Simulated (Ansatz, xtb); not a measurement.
## F2H2O2SW: which of two structures lies lower

Structure X: a singlet given by its coordinates. Structure Y: a singlet given by its coordinates. Both are isolated molecules in the gas phase, relaxed with PBE0-D4/def2-SVP.

X (Å):

```xyz
8

F    -2.0684    0.8416   -0.1876
F    -0.2268    1.2061   -1.8785
O     0.2523    1.7551    1.0179
O     1.4107   -0.2556   -0.3949
S    -0.9739   -1.3579    1.0401
W    -0.2214    0.5979   -0.1047
H     0.2388   -1.8399    1.3909
H     1.6809   -1.0043   -0.9388
```

Close contacts (Å): F1–W6 1.86, F2–W6 1.88, O3–W6 1.68, O4–W6 1.86, S5–W6 2.39, O4–H8 0.96, S5–H7 1.35, W6–H8 2.62.

Y (Å):

```xyz
8

F    -1.1764   -0.4709   -0.9748
F     1.7266    0.0721    1.1592
O    -0.7253   -0.8440    1.4369
O     1.1540    0.2671   -1.4024
S    -0.4850    2.2191    0.5355
W     0.1549    0.2355    0.1829
H    -1.4479   -1.4600    1.2710
H     0.8913   -0.0760   -2.2640
```

Close contacts (Å): F1–W6 1.90, F2–W6 1.86, O3–W6 1.87, O4–W6 1.87, S5–W6 2.11, O3–H7 0.96, O4–H8 0.96, W6–H7 2.57, W6–H8 2.57.

Energies in hartree; the thermal terms are from GFN2-xTB frequencies at re-optimised GFN2-xTB minima (ideal gas, soft modes damped towards free rotors, one conformer each, 298.15 K, 1 atm) and include the zero-point energy:

|  | X | Y |
| --- | --- | --- |
| E, CCSD(T)/def2-SVP | −814.712797 | −814.716684 |
| E, MP2/def2-SVP | −814.699015 | −814.700579 |
| E, MP2/def2-TZVPP | −815.727206 | −815.726836 |
| zero-point energy | 0.025226 | 0.028022 |
| H(298 K) − E | 0.035915 | 0.038471 |
| G(298 K) − E | −0.010237 | −0.006360 |

**Question.** Correct the CCSD(T) difference for the basis set by the MP2 change, then work out ΔE, ΔE₀, ΔH and ΔG for X → Y in kJ/mol (1 Eh = 2625.50 kJ/mol) and the equilibrium ratio [Y]/[X].

**Answer.** 1. Differences Y − X: CCSD(T) −0.003887, MP2 in the small set −0.001564, MP2 in the large set +0.000370 Eh.
2. ΔE = −0.003887 + (+0.000370 − (−0.001564)) = −0.001953 Eh = −5.13 kJ/mol.
3. ΔE₀ = ΔE + ΔZPE = −0.001953 + (+0.002796) Eh = +2.21 kJ/mol.
4. ΔH = ΔE + (+0.002556) Eh = +1.58 kJ/mol.
5. ΔG = ΔE + (+0.003877) Eh = +5.05 kJ/mol, so ΔS = (ΔH − ΔG)/T = −11.6 J/(mol K).
6. kT = 0.9442 mEh, so K = [Y]/[X] = exp(−ΔG/kT) = exp(−2.04) ≈ 0.13.

Structure X is favoured at this temperature, against the order of the electronic energies. An error of 4 kJ/mol in ΔG would change K by a factor of 5. Large T1 diagnostics make the coupled-cluster value less sure. Mirror images and further conformers aren't counted.

Other levels gave ΔE = −33.0 (GFN2-xTB); −2.6 (r2SCAN-D4/def2-SVP, GFN2-xTB geometries); −14.2 (PBE0-D4/def2-SVP); −22.5 (HF/def2-SVP); −4.1 (MP2/def2-SVP); −10.2 (CCSD(T)/def2-SVP) kJ/mol. The correlated steps freeze 9 core orbitals. Atoms past krypton carry core potentials in the def2 sets, without spin–orbit terms. Programs: Ansatz 0.2.0, xtb 6.7.1.

X and Y are tautomers of a d⁰ tungsten(VI) centre: X pairs a terminal oxo group with an SH ligand, Y a terminal sulfido group with a second OH. The W–S contact of 2.39 Å in X against 2.11 Å in Y reflects the change from a single to a multiple bond. The two forms lie close in energy because two preferences nearly cancel. Tungsten(VI) π-bonds more strongly to oxygen than to sulfur, which favours X, while an O–H bond is stronger than an S–H bond, which favours Y.

The stiffer O–H bond also carries more zero-point energy, and this alone turns the small electronic preference for Y into one for X. The entropy term adds to it, probably through softer motions of the SH ligand and its longer W–S bond. The numbers therefore support near-balance more firmly than a definite preference for X. Nor does the gas-phase order settle the one in a hydrogen-bonding solvent, where the second OH group could favour Y.
